A crystal's electrons spread over the whole solid, yet a calculation can recast a set of its bands as compact functions that each sit on one atom. In this titanium dioxide such functions have a root-mean-square radius of about 0.8 Å, less than half of a Ti–O bond. Those on titanium lie roughly 5 eV above those on oxygen. With such functions one can pass from a costly band calculation to a cheap model with a few orbitals per atom. Two of the 22 functions are hidden here: can the other twenty tell us what they are, and what do the energies attached to such functions mean?

These are maximally localised Wannier functions. The function spread is the mean square distance from the function's own centre, so a small value means a compact function. The function on site is the average energy of an electron placed in that function, counted from the top of the valence band. The columns function x, y and z give the centre.

Maximally localised Wannier functions for TiO2 (space group I4_1/amd) from Ti 3d and O 2p trial orbitals, computed with Ansatz 0.2.0 (non-magnetic r2SCAN, PAW, 500 eV plane-wave cutoff, 8×8×8 k mesh, 6×6×6 Wannier mesh). Energies, including the outer (−10.04 to 11.53 eV) and frozen (−6.04 to 3.53 eV) windows, are relative to the valence-band top; centres are Cartesian.

```csv
row,function spread (angstrom^2),function on site (eV),function x (Å),function y (Å),function z (Å)
1,0.716,3.950,-0.034,1.889,2.385
2,0.716,3.950,0.034,1.889,2.385
3,?,?,?,?,?
4,0.716,3.950,0.000,1.854,2.407
5,0.697,3.249,0.000,1.889,2.396
6,0.716,3.950,-0.034,0.000,0.011
7,0.716,3.950,0.034,0.000,0.011
8,0.716,3.950,0.000,0.034,-0.011
9,0.716,3.950,0.000,-0.034,-0.011
10,0.697,3.249,0.000,0.000,0.000
11,0.688,-1.391,0.000,1.889,0.381
12,0.677,-1.007,0.000,1.889,0.417
13,0.701,-1.771,0.000,1.889,0.422
14,0.688,-1.391,0.000,0.000,7.569
15,0.701,-1.771,0.000,0.000,7.610
16,0.677,-1.007,0.000,0.000,7.605
17,0.688,-1.391,0.000,0.000,2.015
18,0.677,-1.007,0.000,0.000,1.979
19,0.701,-1.771,0.000,0.000,1.974
20,0.688,-1.391,0.000,1.889,4.410
21,0.701,-1.771,0.000,1.889,4.370
22,?,?,?,?,?
```

The first step is to sort the rows by atom. The construction started from five 3d orbitals on each of two titanium atoms and three 2p orbitals on each of four oxygen atoms, which accounts for all 22 functions. Rows 1 to 5 belong to the titanium at a height of 2.40 Å and rows 6 to 10 to the one at the origin. The oxygen rows follow in groups of three, and rows 20 to 22 share the atom at 4.38 Å. Each hidden function therefore has a known home.

The titanium at the origin is complete, and it holds a surprise for a reader who expects five separate d orbitals. Four of its functions have the same energy, 3.950 eV, and their centres lie slightly off the atom, two along x and two along y, in opposed pairs. The fifth is centred on the atom and lies at 3.249 eV. In a regular octahedron of oxygen atoms, the d orbitals split into two that point at the neighbours, called $e_g$, and three that point between them, called $t_{2g}$. Four and one is neither that pattern nor a simple distortion of it.

Symmetry explains the count. The surroundings of each titanium are unchanged by reflection in the xz and yz planes, and by a quarter turn about z followed by a swap of up and down. These operations carry the four off-centre functions into one another, so the four must share one energy and one spread. They must also be built from orbitals that can be combined into such a set. Among the d orbitals these are $z^2$, $x^2-y^2$, $xz$ and $yz$; the $xy$ orbital changes sign in both mirror planes and is left to form the fifth function alone.

Symmetry, together with the rule that the four functions are orthogonal to one another, fixes the weights of these orbitals, but not whether $z^2$ and $x^2-y^2$ enter with equal or opposite signs. The couplings from the same calculation settle that. The strongest, 2.1 eV, join a hybrid to an oxygen atom on the axis along which the hybrid is displaced, so a hybrid displaced along x must reach far along x. There $z^2$ is negative and $x^2-y^2$ positive, and they reinforce each other only with opposite signs. Apart from small tails, the two members of the pair displaced along x, one for each sign of the last term, are therefore

$$h_x=\tfrac12\,d_{z^2}-\tfrac12\,d_{x^2-y^2}\pm\tfrac{1}{\sqrt2}\,d_{xz}.$$

The pair along y has the opposite sign for $x^2-y^2$, and $yz$ in place of $xz$. These hybrids resemble the $sp^3$ hybrids of carbon in one respect: equal functions are made from orbitals of unequal energy. The equality belongs to the hybrids, and the orbitals inside them need not share it.

The titanium at 2.40 Å has the same surroundings in another orientation. It shows its own centred function in row 5, but only three hybrids: two displaced along x and one towards smaller y. What it lacks is the partner displaced towards larger y. That identifies row 3.

The oxygen atoms are simpler. Each has three titanium neighbours in one plane, one of them straight above or below and two at the sides. The three p directions are then all different: along the single vertical bond, towards the two side neighbours, and out of the plane. No symmetry operation turns one into another, so three different energies are allowed, and each complete oxygen shows the same three. The atom at 4.38 Å already has two of them in rows 20 and 21, which leaves the highest level for row 22.

The simple model is that equivalent atoms carry equal functions. One titanium and one oxygen serve as the pattern for energies and spreads, and they reproduce the other known rows to the last printed digit. The centres need a little geometry, whose constants come from least-squares fits to the twenty known rows. The titanium layers are 2.396 Å apart along z, and each kind of oxygen function has its own distance from the titanium on the vertical bond. A hybrid is displaced by 0.034 Å sideways and 0.011 Å up or down.

Row 22 shows how this works. Its oxygen sits straight above the titanium at 2.40 Å, and functions of its kind are centred 1.979 Å from that titanium. Neither constant used row 22 itself. The height is then

$$z=2.396+1.979=4.375\ \text{Å}.$$

The forecast for row 22 is thus an on-site energy of −1.007 ± 0.002 eV and a spread of 0.677 ± 0.002 Å². Its centre should lie at y = 1.889 ± 0.002 Å and z = 4.375 ± 0.002 Å.

For row 3 the forecast is an on-site energy of 3.950 ± 0.002 eV and a spread of 0.716 ± 0.002 Å². Its centre should lie at y = 1.923 ± 0.002 Å and z = 2.407 ± 0.002 Å.

These ranges allow for rounding and for slight departures from symmetry. A larger miss is possible in principle, because the procedure that makes the functions compact is a numerical search and need not end in a symmetric arrangement. One check is available in advance. The total spread of the same calculation, less the twenty known spreads, leaves 1.392 Å² for the two hidden functions together, while the forecasts add up to 1.393 Å². The check is good only to about 0.01 Å², since many equal values are rounded in the same direction, and it tests the sum but not its division.

The withheld rows as computed:

```csv
row,function spread (angstrom^2),function on site (eV),function x (Å),function y (Å),function z (Å)
3,0.716,3.950,0.000,1.923,2.407
22,0.677,-1.007,0.000,1.889,4.375
```

All eight forecasts hold. The energies and spreads agree with the computed ones in every printed digit, and the coordinates miss by less than 0.001 Å. The search for compact functions did respect the symmetry of the crystal in these two rows, as it had in the other twenty. The success confirms that the copies are equal. It leaves open how the energies should be read, and there the hybrids set a trap.

The trap is to take the 0.701 eV between the two titanium energies for the crystal-field splitting, the separation between the $e_g$ and $t_{2g}$ levels. The Ti–O bonds run close to the x, y and z axes, so $z^2$ and $x^2-y^2$ point at oxygen and belong to $e_g$, whereas $xz$, $yz$ and $xy$ point between the oxygen atoms and belong to $t_{2g}$. A hybrid contains both families in equal parts. Because its ingredients differ in symmetry, no cross terms arise between them, and its energy is a plain weighted average:

$$E_h=\tfrac14E_{z^2}+\tfrac14E_{x^2-y^2}+\tfrac12E_{xz}.$$

The average probably hides a larger separation. Suppose that $xz$ and $yz$ lay close to $xy$, as they would in a regular octahedron. The two $e_g$ orbitals would then have to lie about 1.4 eV above them, on average, to lift the hybrid energy as far as the table shows. The actual on-site levels of the model follow from the full five-by-five block of energies and couplings on one titanium, which has to be diagonalised. The couplings between hybrids on the same atom carry exactly the information that the average has lost. Even those levels are not the whole splitting seen in a spectrum, because the coupling to oxygen raises $e_g$ further than $t_{2g}$.

Why does the search prefer hybrids to the familiar orbitals? When functions on one atom are mixed among themselves, the sum of their mean square distances from the nucleus stays the same. The spread is that quantity less the squared displacement of the centre, so a mixture whose centres move off the atom counts as more compact. On a fine mesh of wave vectors, a displacement of 0.036 Å can gain at most 0.0013 Å² per hybrid, about 0.2% of its spread. The reward is small, so the preference is a weak one. The finite mesh adds a bias of its own, expected to be smaller still for functions this compact; a run on a denser mesh would test that.

The displacement also shows that the functions are not pure d orbitals. Any mixture of d orbitals on one atom has a charge cloud that looks the same when inverted through the nucleus, so its centre stays put. A shifted centre needs some admixture of the opposite parity. Its direction is informative: each hybrid is displaced away from the oxygen atom to which it couples most strongly, so the centre is not simply dragged along by a tail on that atom. Tails that keep the hybrid orthogonal to the oxygen functions and a little titanium p character are both possible sources, and the centres alone do not tell them apart. The titanium atom itself has not moved: the shifts come in opposed pairs around it.

A second misreading concerns the distance of about 5.2 eV between the average titanium and the average oxygen energy. It is tempting to call this the band gap, but an on-site energy is an average over whole bands, whereas a gap runs from one band edge to another. The table itself shows the difference. Even the highest oxygen function lies 1.0 eV below the valence top, because hopping from one oxygen function to another spreads the oxygen levels to both sides of their average. Coupling to titanium could not lift them in this way, since the titanium levels lie higher and push the oxygen levels down.

The hopping between titanium and oxygen holds most of the covalent bonding. Since both oxygen 2p and titanium 3d functions belong to the model, each can stay compact on its own atom, and their mixing appears as a coupling between them. The spreads, all near 0.7 Å², therefore reflect this division of labour and are no measure of how ionic the oxide is. Had the model been built from the valence bands alone, the oxygen functions would have had to carry the titanium share of the bonds as tails.

The perfect match between copies should not be mistaken for accuracy of the model. The oxygen bands rebuilt from these functions agree with the directly computed ones to within 0.001 eV, but the highest titanium band misses by up to 0.25 eV, over a hundred times the range given to the energy forecasts. Only states up to 3.53 eV above the valence top are kept exactly; above that the titanium bands are selected from a wider window. Eight of the ten still miss by less than 0.04 eV, and the two highest by 0.082 and 0.25 eV. Both titanium energies average over states above the limit and may shift if it is moved, though probably not by much when most bands are already reproduced this closely. Both titanium atoms would shift together, so symmetry would still predict one from the other, and would do so just as well for a poorer model.
